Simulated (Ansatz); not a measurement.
## SiC: energy less free atoms and pressure against volume per atom

All results are calculated (Ansatz 0.2.0). Periodic Kohn-Sham DFT of a crystal at fixed atoms; pressure and stress are positive in compression; the energy is the free energy less that of spherical unpolarised free atoms; site moments are those in the method's own spheres, positive along +z.

Cell of the first row (space group F-43m, No. 216):
```
CELL_PARAMETERS angstrom
0.00000 2.14550 2.14550
2.14550 0.00000 2.14550
2.14550 2.14550 0.00000
ATOMIC_POSITIONS crystal
Si 0.00000 0.00000 0.00000
C 0.25000 0.25000 0.25000
```

Settings of every row: method all-electron LAPW; functional PBE; relativity scalar; k mesh 16x16x16; filling fermi-dirac; smearing width 0.08 eV; basis error target 0.5 meV/atom; nucleus gaussian.

Atom start moment: 0 on all atoms.

```csv
row,volume per atom (Å³),energy less free atoms (eV/atom),pressure (GPa)
1,9.877,-7.4971,14.688
2,10.292,?,?
3,10.502,-7.5243,0.014
4,10.712,-7.5217,-4.028
5,11.132,-7.5016,-11.006
```

Question: what energy less free atoms and pressure should row 2 give?

Worked fit of energy less free atoms. Take u = (V_r/V)^(2/3) − 1 with V_r = 10.607 Å³ an atom, which is twice the finite (Eulerian) strain; such expansions in the strain, on which the Birch-Murnaghan equation of state is built, carry the rest volume and the bulk modulus. The shown rows have u = 0.04868, 0.00665, -0.00655, -0.03169. Least squares give energy less free atoms = −7.52366 − 0.2062 × u + 15.446 × u² eV/atom; a straight line predicts inner rows, each left out in turn, worse (root mean square 0.016 against 0.00011 eV/atom). The rows lie off it by 0.0000, 0.0000, -0.0001, 0.0000. Its lowest point lies at u = 0.0067, or V = 10.5 Å³ an atom, and the curvature there gives the bulk modulus at fixed shape and fractions, B = (4/9)(1 + u)² E″(u)/V = 212 GPa. The withheld row has u = 0.0203, so the fit gives −7.52366 − 0.2062 × (0.0203) + 15.446 × (0.0203)² = -7.5215 eV/atom.

The calculation gave -7.5214 eV/atom. The fit lies 0.0001 eV/atom (0.37 % of the column's range) below it, one unit of the last digit.

Worked fit of pressure. Take u = (V_r/V)^(2/3) − 1 with V_r = 10.607 Å³ an atom, which is twice the finite (Eulerian) strain; such expansions in the strain, on which the Birch-Murnaghan equation of state is built, carry the rest volume and the bulk modulus. The shown rows have u = 0.04868, 0.00665, -0.00655, -0.03169. Least squares give pressure = −2.056 + 306.668 × u + 765.9 × u² GPa; a straight line predicts inner rows, each left out in turn, worse (root mean square 0.78 against 0.0074 GPa). The rows lie off it by 0.000, -0.003, 0.004, -0.001. The pressure vanishes at u = 0.0066, or V = 10.5 Å³ an atom, and there the bulk modulus at fixed shape and fractions is B = −V dP/dV = (2/3)(1 + u) dP/du = 213 GPa. The withheld row has u = 0.0203, so the fit gives −2.056 + 306.668 × (0.0203) + 765.9 × (0.0203)² = 4.485 GPa.

The calculation gave 4.475 GPa. The fit lies 0.010 GPa (0.039 % of the column's range) above it; its largest miss of a shown row is 0.004 GPa.
